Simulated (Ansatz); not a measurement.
Which isomer of CH6SSi gives these data?

These gas-phase data were calculated for one isomer of CH6SSi at BLYP-D3(BJ)/def2-SVP (harmonic, unscaled wavenumbers; equilibrium rotational constants with average atomic masses):

```
rotational constants            : 20.16, 3.016, 2.793 GHz
all wavenumbers above 1500 cm⁻¹ : 3035, 2976, 2566, 2186, 2166, 2146
```

Candidates:

(1) `CS[SiH3]`, a singlet
(2) `[SiH3]CS`, a singlet
(3) `C[SiH2]S`, a singlet

Task: Assign the data to one candidate and say why.

Result: Candidate (2). The band at 2566 cm⁻¹ lies where the S–H stretch is expected; (1) has no mode between 2500 and 2800 cm⁻¹. 3 modes lie between 2000 and 2380 cm⁻¹, one for each Si–H bond, while (3) has 2.

The same quantities for all candidates:

|  | rotational constants (GHz) | wavenumbers above 1500 cm⁻¹ | E above the lowest, BLYP-D3(BJ)/def2-SVP (kcal/mol) |
| --- | --- | --- | --- |
| (1) | 13.46, 4.102, 3.336 | 3073, 3058, 2965, 2187, 2145, 2144 | 12.2 |
| (2) | 20.16, 3.016, 2.793 | 3035, 2976, 2566, 2186, 2166, 2146 | 25.5 |
| (3) | 14.2, 3.705, 3.104 | 3054, 3048, 2961, 2577, 2148, 2147 | 0.0 |

Harmonic stretches to hydrogen usually lie a few per cent above observed fundamentals. Each candidate is one conformer. Programs: Ansatz 0.2.0.

The rotational constants support the assignment independently of the spectrum. In (2) the light carbon sits between silicon and sulfur, so the two heavy atoms lie far apart and close to the axis of least inertia. This gives the largest first constant and the smallest other two of the three isomers. The C–H region agrees as well, with two stretches for the CH2 group where the methyl-bearing isomers have three. The wide spacing between C–H, S–H and Si–H stretches mainly reflects bond force constants, since hydrogen dominates the reduced mass in each case.

The assigned isomer is also the highest in energy, which doesn't count against it, because the data identify a structure and not the most stable one. Relative to (3), it exchanges a Si–S and a C–H bond for a C–S and a Si–H bond. The polar Si–S bond and the strong C–H bond probably account for much of the preference for (3). Whether (2) would persist depends on rearrangement barriers, which these energies don't provide.
